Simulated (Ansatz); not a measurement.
**How methods differ on B3N3H6 (borazine)**

The runs start from one conformer, not always the lowest.

B3N3H6, singlet, SMILES `B1NBNBN1`. Each level relaxes the structure for itself.

Quantity: the highest harmonic wavenumber at each level's own minimum, in cm⁻¹. The values are calculated.

| level | kind | program | value (cm⁻¹) |
| --- | --- | --- | --- |
| HF/STO-3G | Hartree–Fock | Ansatz | 4118 |
| HF/3-21G | Hartree–Fock | Ansatz | 3768 |
| HF/6-31G* (Cartesian functions) | Hartree–Fock | Ansatz | 3862 |
| PBE/def2-SVP | GGA | Ansatz | 3561 |
| B3LYP/6-31G* (Cartesian functions) | global hybrid | Ansatz | 3614 |
| PBE0-D4/def2-TZVP | global hybrid | Ansatz | 3661 |
| MP2/6-31G* (Cartesian functions) | perturbation theory | Ansatz | 3651 |

Harmonic and unscaled. The values span 3561 to 4118 cm⁻¹.

The highest mode of borazine is an N–H stretch, since the N–H bond is stiffer than B–H and both lie well above the ring vibrations. All three Hartree–Fock values exceed every density-functional and MP2 value. The cleanest comparison is within 6-31G*, where the wavenumber falls from 3862 cm⁻¹ with Hartree–Fock to 3651 with MP2 and 3614 with B3LYP. Without correlation, the N–H bond comes out too short and its potential too steep; correlation mixes in N–H antibonding character and softens the stretch.

The Hartree–Fock values do not move steadily with basis size, so the lower 3-21G result probably reflects basis-set error rather than a better description of the bond. PBE gives the lowest value, in line with the usual softening of X–H stretches by GGAs, but its gap to PBE0-D4 also contains a change of basis. Because this mode is localised in the N–H bonds, the agreement between MP2 and the hybrids says little about how well they describe B–N π delocalisation in the ring.
